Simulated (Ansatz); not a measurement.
# Ligand exchange: C3H6F2 + SiH2(CH3)(OH) → C3H6F2O + SiH3(CH3)

Gas-phase species: C3H6F2 `CC(F)CF`, singlet; SiH2(CH3)(OH), singlet; C3H6F2O `CC(O)(F)CF`, singlet; SiH3(CH3) (methylsilane), singlet. The partners trade H for OH: C–H and Si–OH bonds give way to C–OH and Si–H.

Shapes, held fixed at every level: PBE0-D4/def2-TZVP. Flexible molecules stand in one conformer, not always the lowest. Programs: Ansatz 0.2.0. The zero-point and thermal change to 298 K, harmonic and unscaled (PBE0-D4/def2-TZVP), is -6.1 kJ/mol.

Task: Estimate ΔH(298 K) of this reaction.

Result: The highest level, CCSD(T)/CBS estimate, gives ΔH(298 K) = +115.2 kJ/mol; the levels span +87.5 to +115.2. The column of differences is taken from that level and isn't an error. No measured value is set beside it here. The CBS estimate extrapolates MP2 from def2-TZVPP and def2-QZVPP and adds CCSD(T) − MP2 in the triple-zeta set, cores frozen.

```
                level                   kind  ΔH(298 K) (kJ/mol)  less CCSD(T)/CBS estimate
          HF/def2-SVP           Hartree–Fock               +87.5                      -27.7
 r2SCAN-D4/def2-TZVPP               meta-GGA              +107.0                       -8.2
  B3LYP-D4/def2-TZVPP          global hybrid              +112.4                       -2.8
r2SCAN0-D4/def2-TZVPP          global hybrid              +109.7                       -5.5
   CCSD(T)/def2-TZVPP  coupled cluster or CI              +110.0                       -5.2
      CCSD/def2-TZVPP  coupled cluster or CI              +112.9                       -2.3
 CCSD(T)/CBS estimate  coupled cluster or CI              +115.2                        0.0
```

Moving hydroxyl from silicon to carbon is strongly endothermic at every level, with +115.2 kJ/mol at the highest, so enthalpy favours the reverse exchange. The main reason is silicon's greater preference for oxygen over hydrogen: the Si–O bond is strong and highly polar, and the Si–H bond gained is weaker than the C–H bond lost. Fluorine on the carbon that receives the hydroxyl probably softens the cost, since an oxygen lone pair can donate into the C–F antibonding orbital. The negative thermal term fits the replacement of stiff C–H motions by softer Si–H ones.

Within the triple-zeta set, perturbative triples lower the value from +112.9 to +110.0, while the basis-set correction raises it to +115.2. The closeness of CCSD to the top level is therefore partly a cancellation, not evidence that triples are unimportant. The exchange enthalpy also doesn't show whether the product would persist, as α-fluoro alcohols readily lose HF to form carbonyl compounds.
